## Two shells in competition: 2p₁/₂ and 3d₃/₂ from manganese to bismuth

An electron with quantum numbers $n,l$ bound to a bare nucleus of charge $Z$ has, without relativity, the mean radius $\langle r\rangle=[3n^2-l(l+1)]/2Z$ in bohr. Thus $Z\langle r\rangle$ is 5 for 2p and 10.5 for 3d, a ratio of 2.1. In an atom $Z$ becomes roughly $Z-\sigma$, with $\sigma$ the charge of the electrons inside the orbital. The 2p electron has few electrons inside it. The 3d electron, kept out by its centrifugal barrier, has the K and L shells and part of the M shell inside it. A fixed $\sigma$ matters less as $Z$ grows, so the ratio should start far above 2.1 and sink steadily towards it, and the local exponent $p=-\,d\ln\langle r\rangle/d\ln Z=Z/(Z-\sigma)$ should sink towards 1. The table gives orbital eigenvalues $\varepsilon$ and mean radii $\langle r\rangle$ from Dirac–Hartree–Fock.

Neutral spherical atoms, computed with B-spline radial code 1 by Dirac–Coulomb Hartree–Fock at the basis-set limit, with a Fermi model of the nucleus and an average of configuration over nl shells. ε is the orbital eigenvalue and <r> the mean orbital radius.

```tsv
species	Z	configuration	ε(2p1/2) (hartree)	ε(3d3/2) (hartree)	ε(3d3/2) − ε(2p1/2) (hartree)	<r>(2p1/2) (bohr)	<r>(3d3/2) (bohr)	<r>(3d3/2)/<r>(2p1/2)
Mn	25	[Ar] 3d5 4s2	-25.1966	-0.551333	24.6453	0.24441	1.1624	4.7559
Zn	30	[Ar] 3d10 4s2	-39.7403	-0.770896	38.9694	0.19578	0.87548	4.4719
Se	34	[Ar] 3d10 4s2 4p4	-55.7129	-2.62035	53.0925	0.16852	0.62233	3.6930
Zr	40	[Kr] 4d2 5s2	-86.5054	-7.45468	79.0507	0.13873	0.44910	3.2371
Rh	45	[Kr] 4d8 5s1	-117.597	-12.3673	105.229	0.12039	0.36735	3.0512
Sn	50	[Kr] 4d10 5s2 5p2	-154.886	-19.0876	135.798	0.10591	0.31149	2.9412
Xe	54	[Kr] 4d10 5s2 5p6	-189.680	-26.0234	163.656	0.096307	0.27785	2.8850
Pr	59	[Xe] 4f3 6s2	-239.127	-35.9230	203.204	0.086143	0.24461	2.8396
Gd	64	[Xe] 4f7 5d1 6s2	-294.618	-46.2149	248.404	0.077548	0.21845	2.8169
Tm	69	[Xe] 4f13 6s2	-356.671	-56.8722	299.799	0.070160	0.19725	2.8114
W	74	[Xe] 4f14 5d4 6s2	-428.229	-70.4178	357.812	0.063732	0.17974	2.8203
Pt	78	[Xe] 4f14 5d9 6s1	-492.259	-82.6888	409.570	0.059141	0.16772	2.8359
Bi	83	[Xe] 4f14 5d10 6s2 6p3	-582.483	-100.622	481.860	0.053958	0.15463	2.8658
```

### Where screening rules

From Mn to Tm the ratio falls by 41%, mostly because 3d contracts: $Z\langle r\rangle$ drops from 29.1 to 13.6 for 3d₃/₂ but only from 6.11 to 4.84 for 2p₁/₂. The first step is irregular. With $p$ taken between neighbouring rows, 3d₃/₂ has 1.555 from Mn to Zn and 2.727 from Zn to Se. A likely explanation is that up to Zn each added electron enters 3d and screens its fellows, so that $\sigma$ rises with $Z$, and ε(3d3/2) moves only from −0.55 to −0.77 hartree. After Zn the electrons go outside, and the shell, still diffuse, shrinks into the core. Mn is here an average over 3d⁵, not the high-spin ground term, whose exchange would bind 3d more tightly; only Zn and Xe are closed-shell atoms.

### Why the ratio turns

The ratio is lowest at Tm (2.8114) and rises 1.9% to Bi, far beyond the rounding of 0.0001. The rows place the minimum only somewhere between Gd and W. The 3d radius does not expand: from Tm to Bi it shrinks by 21.6%, but 2p₁/₂ shrinks by 23.1%. The exponent of 2p₁/₂ climbs from 1.20 (Se–Zr) to 1.48 (Pt–Bi) and overtakes that of 3d₃/₂ at Tm. From Gd onwards $Z\langle r\rangle$(2p₁/₂) is below 5, which screening cannot produce.

The Dirac equation for a bare point nucleus supplies an estimate with nothing fitted. With the relativistic angular number $\kappa$ (+1 for 2p₁/₂, +2 for 3d₃/₂, −2 for 2p₃/₂), the fine-structure constant $\alpha$ and $n_r=n-|\kappa|$,

$$\gamma=\sqrt{\kappa^2-(Z\alpha)^2},\quad N^2=n_r^2+2n_r\gamma+\kappa^2,\quad Z\langle r\rangle=\tfrac12\Big[(3N^2-\kappa^2)\frac{n_r+\gamma}{N}-\kappa\Big].$$

The wavefunction starts as $r^{\gamma-1}$, and $\gamma$ falls below $|\kappa|$ by about $(Z\alpha)^2/2|\kappa|$, so small $|\kappa|$ is drawn in most. For 2p₁/₂ in W, $Z\alpha=0.5400$, $\gamma=0.8417$, $N^2=2+2\gamma=3.683$, $N=1.919$ and $(1+\gamma)/N=0.9596$, giving $Z\langle r\rangle=(10.05\times0.9596-1)/2=4.32$, well under 5. The same steps give 10.09 for 3d₃/₂, a little under 10.5, so the bare ratio is 2.33.

As an absolute prediction this fails, since it has no screening: the table ratio is 1.21 times the bare one in W and 2.24 times in Mn. But that quotient falls in every step, to 1.19 in Bi, while the bare ratio rises in every step, from 2.12 to 2.42. After Zn the fall of the quotient flattens while the rise of the bare ratio steepens, and their product has its minimum where the two relative rates are equal. From Tm to Bi the bare ratio gains 5.2% and the quotient loses 3.1%, and $1.052\times0.969=1.019$. Reading the quotient as screening is an argument and not a result, because it also absorbs the indirect relativistic effect of contracted inner shells screening 3d better.

The spin-orbit partner gives a cleaner comparison, since both 2p orbitals are screened much alike. In the same calculations ⟨r⟩(2p₁/₂)/⟨r⟩(2p₃/₂) is 0.978 in Se, 0.944 in Xe and 0.890 in W, within 0.15% of the bare values. The calculation itself rests on the Dirac equation, so this shows only that the unscreened charge describes the splitting of the radii in these three atoms. A series built on 2p₃/₂, which shares $|\kappa|=2$ with 3d₃/₂, should lack the strong relativistic rise; its ratio runs 3.61, 2.72, 2.51 in the three atoms. That does not test the absence of a turn, because the 2p₁/₂ ratio also falls over these three (3.6930, 2.8850, 2.8203) and its rise shows only between closer rows and beyond W. A nonrelativistic series, not computed here, should likewise keep falling, but slowly: if the quotient is mostly screening, it would still stand near 2.5 in Bi, well above 2.1.

### Eigenvalues feel the outer electrons

A spherical shell of charge exerts no force inside itself but, with the other shells held frozen, raises the potential there per electron by about its $\langle 1/r\rangle$. Outer electrons therefore barely alter core radii, yet lift both core eigenvalues by nearly the same amount. The deepening of ε(3d3/2) per proton is accordingly uneven: it stays between 1.98 and 2.13 hartree from Xe to Tm, where 4f fills, and jumps to 2.71 from Tm to W. A weaker lag appears from Zr to Rh, where six 4d electrons arrive with five protons. In W, $\langle 1/r\rangle$ is 2.11 bohr⁻¹ for 4f₅/₂ and 0.67 for 5d₃/₂, so an electron added to 4f lifts the 3d level more than one added to 5d. That is the right direction for the jump but not its size: 4f gains one electron per proton fewer from Tm to W than from Gd to Tm, for which frozen shells would give 1.44 hartree, whereas the slope rises by 0.58, part of it ordinary growth with $Z$. The other shells presumably relax and undo much of the shift, so $\langle 1/r\rangle$ makes the cause plausible without testing it.

In the difference ε(3d3/2) − ε(2p1/2) the common shift largely cancels: its growth per proton rises smoothly from 2.86 to 14.46 hartree with no stall. That smoothness, and that of $p$, also argues against a jump from the conventional mixing of 3d with 4d or 5d when these close (Rh–Sn, Pt–Bi), or of 2p with the outer p shell, which is open in Se, Sn and Bi. The difference stays below the bare Dirac value, at 0.56 of it in Mn and 0.82 in Bi, because electron repulsion is strongest near the nucleus and lifts 2p more than 3d. Divided by $Z^2$ it reaches 0.0699 hartree in Bi, next to the nonrelativistic hydrogenic $\tfrac18-\tfrac1{18}=0.0694$; there the relativistic gain merely offsets the loss to screening.

The difference is not an X-ray line energy, since core-hole relaxation, correlation, the Breit interaction and QED are absent. The Breit shifts computed for W would lower it by 43 eV, or 0.44%.
